### What dilution should do

Dope a semiconductor with electrons and its Seebeck coefficient should be negative. Make the doping ten times weaker and it should become more negative by about 200 µV/K, since the natural unit is k_B/e ≈ 86 µV/K and ln 10 ≈ 2.3. This rule, the Pisarenko relation, holds for dilute carriers as long as one kind of carrier does all the work. The calculation below, with PBE bands for AlGaOs, breaks it on the electron side in the plainest way: at the weakest doping the sign is positive.

Transport in doped AlGaOs (space group I4mm, 3 atoms per cell, a = 3.208 Å, c = 8.293 Å), computed with Ansatz 0.2.0 using scalar-relativistic PBE, plane-wave PAW, no spin polarisation, a 420 eV cutoff, a 16×16×16 k mesh and 0.01 eV Gaussian smearing. The interpolated bands are held rigid and the relaxation time constant; positive doping means holes.

```csv
temperature (K),doping (1e18 cm^-3),Seebeck xx (microV/K),Seebeck zz (microV/K),conductivity mass 1 (m_e),conductivity mass 3 (m_e)
300,-1,25.4,106,n/a,n/a
300,-10,-283,-252,n/a,n/a
300,-100,-181,-185,0.469,0.726
300,-1000,-77.6,-86.5,0.524,0.888
300,1,149,203,n/a,n/a
300,10,214,218,n/a,n/a
300,100,79.4,79.1,0.147,0.341
300,1000,40.3,32.3,0.206,0.432
600,-1,54.3,98.4,n/a,n/a
600,-10,8.3,59.2,n/a,n/a
600,-100,-223,-209,n/a,n/a
600,-1000,-135,-144,0.546,0.955
600,1,63.7,106,n/a,n/a
600,10,100,134,n/a,n/a
600,100,135,136,n/a,n/a
600,1000,74.7,62.5,0.211,0.436
900,-1,55.3,84.0,n/a,n/a
900,-10,42.3,73.1,n/a,n/a
900,-100,-90.4,-53.7,n/a,n/a
900,-1000,-174,-178,0.572,1.02
900,1,58.1,86.3,n/a,n/a
900,10,70.1,96.0,n/a,n/a
900,100,137,142,n/a,n/a
900,1000,107,91.3,0.221,0.449
```

Doping is counted in 10¹⁸ cm⁻³, negative for electrons. Seebeck xx is measured in the basal plane and zz along the tetragonal axis. Conductivity masses 1 and 3 are the smallest and largest principal values, listed only where the other carrier type is negligible.

### Three explanations

**One band.** Only the doped carriers count. For a dilute parabolic band at constant relaxation time,

|S| = (k_B/e) [5/2 + ln(N/n)],

where n is the carrier density and N the effective density of states, a measure of how many states lie within thermal reach of the band edge. The bracket is the mean energy that a carrier transports, counted from the chemical potential in units of k_BT. For the weakest electron doping at 300 K this gives about −570 µV/K, while the table has 25 and 106.

**Thermal pairs, equally mobile.** The gap of the interpolated bands is only 0.12 eV, so heat creates electrons and holes together. The holes add a positive voltage, and it is tempting to stop here. Yet in an electron-doped crystal the electrons still outnumber the holes, and at the weakest doping the electrons' partial coefficient is also the larger in size. Equal mobility therefore leaves the sum negative.

**Thermal pairs with lighter holes.** The two partial coefficients are averaged with the conductivities as weights:

S = (σ_h S_h + σ_e S_e) / (σ_h + σ_e).

At equal lifetimes, which the calculation imposes, mobility goes as one over the conductivity mass. The masses at doping ±100 and 300 K make holes 2.1 times as mobile as electrons in the plane and 3.2 times along the axis. A minority of holes can then carry most of the current.

### One value by hand

Take doping −1 at 300 K, along zz, with densities in 10¹⁸ cm⁻³. The effective densities of states are about 11 for holes and 59 for electrons.

1. Mass action gives the product of the two densities: n·p ≈ 11 × 59 × exp(−0.122/0.0259) ≈ 6.
2. Neutrality demands n − p = 1, so n ≈ 3 and p ≈ 2.
3. The hole part is 86 × [2.5 + ln(11/2)] ≈ 360 µV/K.
4. The electron part is −86 × [2.5 + ln(59/3)] ≈ −470 µV/K.
5. The weights are 3.2 × 2 = 6.4 for holes and 3 for electrons, so S ≈ (6.4 × 360 − 3 × 470)/9.4 ≈ 95 µV/K.

The table has 106. With equal mobility the last step becomes (2 × 360 − 3 × 470)/5 ≈ −140 µV/K. The same pairs are present in both estimates; only the lightness of the holes turns the sign.

The reason reaches beyond this compound. At equal lifetimes mobility grows in inverse proportion to the mass, but the smaller density of states that comes with a light mass lowers the partial Seebeck coefficient only through a logarithm. When thermal pairs dominate, the lighter carrier therefore tends to set the sign.

### How far the numbers decide

The effective densities of states were set from the Seebeck coefficients at doping ±100 and 300 K, then scaled with temperature as T^1.5. For all rows with doping up to 10 in size, the light-hole model misses the table by 9 µV/K (root mean square), against 144 for equal mobility and 478 for one band. It gets one sign wrong, at 600 K and doping −10 along xx, where the two carriers almost cancel. The comparison for every row is in the output after this text.

One choice did lean on the low-doping rows. The masses are sorted by size, so which belongs to which axis had to be inferred. Light directions along z for both carriers fit best. That zz is the more positive component in these rows is therefore built into the choice and is no independent test of the model.

### Heat and the hole-doped side

Heating multiplies the pairs: in the model, the holes at doping −1 grow from about 2 at 300 K to nearly 50 at 900 K. Stronger doping is then needed to restore the electrons' sign. At doping −10 the coefficient is negative at 300 K but positive at 600 K.

On the hole-doped side the same competition produces a maximum. At 300 K, Seebeck xx climbs from 149 to 214 µV/K as doping suppresses the thermal electrons, then falls to 79 as the ordinary decline with carrier density takes over.

For practical work, the sign of a Seebeck reading names the carrier with the larger product of conductivity and partial Seebeck coefficient, which need not be the carrier that the dopant supplies. In this table the sign agrees with the doping in every row from 10²⁰ cm⁻³ upward.

### Where parabolic bands fail

At doping ±1000 the model gives too small a coefficient at every temperature. For holes at 300 K it yields 17 µV/K, while the table has 40 and 32. A single parabolic band no longer describes the holes: their mass 1, an average over all carriers, grows by 40 % between doping 100 and 1000. In a strongly filled parabolic band S at fixed density is proportional to the density-of-states mass. If that mass also grew by 40 %, it would lift 17 only to about 17 × 1.4 ≈ 24. Further valleys or bands coming into reach could supply the rest, but that is a guess.

### A sign that hangs on a small gap

The plain k mesh, which misses the exact band edges, shows a gap of 0.187 eV. Put into the model, this value turns the hand-worked case from positive to about −60 µV/K. PBE usually underestimates gaps, and spin–orbit coupling, left out here although it is strong in osmium, could move the edges by a comparable amount. Unequal lifetimes of electrons and holes, which the calculation excludes, would also shift the balance. The reversal thus follows from these interpolated bands at equal lifetimes, and is an uncertain prediction for a real sample, most of all at 300 K, where a given change of the gap alters the number of pairs by the largest factor.

### Beside a neighbouring series

A semiconductor with a wide gap, doped over the same range, has hardly any thermal pairs at these temperatures and follows the naive rule while its carriers are dilute. In narrow-gap III–V compounds such as InSb the electrons are the light carriers. There the reversal appears on the hole-doped side, where heating turns a positive coefficient negative.

Printed output of the fit:

```
Models of the Seebeck coefficient in microV/K and carriers in 1e18 cm^-3:
  row    T  doping  one band  equal mobility  light holes xx  light holes zz  hole part  electron part      holes  electrons
  300  300      -1    -567.2          -140.9           16.91           96.39      370.1         -475.7        1.9        2.9
  300  300     -10      -370          -325.6          -284.7          -249.8      480.2         -365.7     0.5235      10.52
  300  300    -100      -183          -182.7          -182.3            -182      718.6           -183    0.03279        100
  300  300   -1000       -53             -53             -53             -53       1380            -53  1.522e-05       1000
  300  300       1     424.8          0.3855           136.3           191.3      335.2         -513.4      2.871      1.871
  300  300      10     232.6           196.3           213.5           218.7      229.4         -643.9      10.41     0.4103
  300  300     100     79.28           79.25           79.27           79.27      79.28          -1081        100   0.002576
  300  300    1000     17.39           17.39           17.39           17.39      17.39          -3716       1000  1.358e-16
  600  600      -1    -656.7             -76              45             100        265         -399.9      18.91      19.91
  600  600     -10    -458.8          -129.8          -6.808           56.53      282.1         -379.3      15.36      25.36
  600  600    -100    -264.6          -238.8          -214.8          -193.9      401.9         -261.6      3.697      103.7
  600  600   -1000    -99.76           -99.7          -99.64          -99.59      755.1         -99.75    0.06068       1000
  600  600       1     513.9          -63.14           55.79           108.4      261.2         -404.7      19.83      18.83
  600  600      10     317.7          -5.506           98.01             139        244         -426.9      24.52      14.52
  600  600     100     139.1           126.8           132.8           134.5      138.1         -619.8      101.5      1.536
  600  600    1000     35.11           35.11           35.11           35.11      35.11          -1673       1000  7.524e-06
  900  900      -1    -709.1          -71.16           39.61           89.58      237.9         -373.9      48.62      49.62
  900  900     -10    -510.9          -91.12           21.85           75.35      244.3         -365.4      44.88      54.88
  900  900    -100    -314.9          -206.1            -131          -78.21      302.2         -298.2      22.14      122.1
  900  900   -1000    -136.8            -136          -135.1          -134.2      554.1         -136.8      1.151       1001
  900  900       1     566.2          -66.61           43.44           92.56      236.4         -375.9       49.5       48.5
  900  900      10       369          -45.84           59.98             105        230         -384.8      53.69      43.69
  900  900     100     182.1           99.03           135.6           147.3      172.2         -479.2      114.5      14.48
  900  900    1000     52.58           52.57           52.57           52.57      52.58          -1119       1000   0.008614
effective density of hole states at 300 K (1e18 cm^-3): 11.25
effective density of electron states at 300 K (1e18 cm^-3): 59.2
hole mobility over electron mobility along xx: 2.129
hole mobility over electron mobility along zz: 3.19
rms miss at doping up to 1e19, one band (microV/K): 477.7
rms miss at doping up to 1e19, equal mobility (microV/K): 143.6
rms miss at doping up to 1e19, light holes (microV/K): 9.2
the same with the electron axes exchanged (microV/K): 61.88
light-hole model along zz at 300 K and doping -1 with the mesh gap of 0.187 eV (microV/K): -59.5
growth of hole mass 1 from doping 100 to 1000 at 300 K (percent): 40.14
```
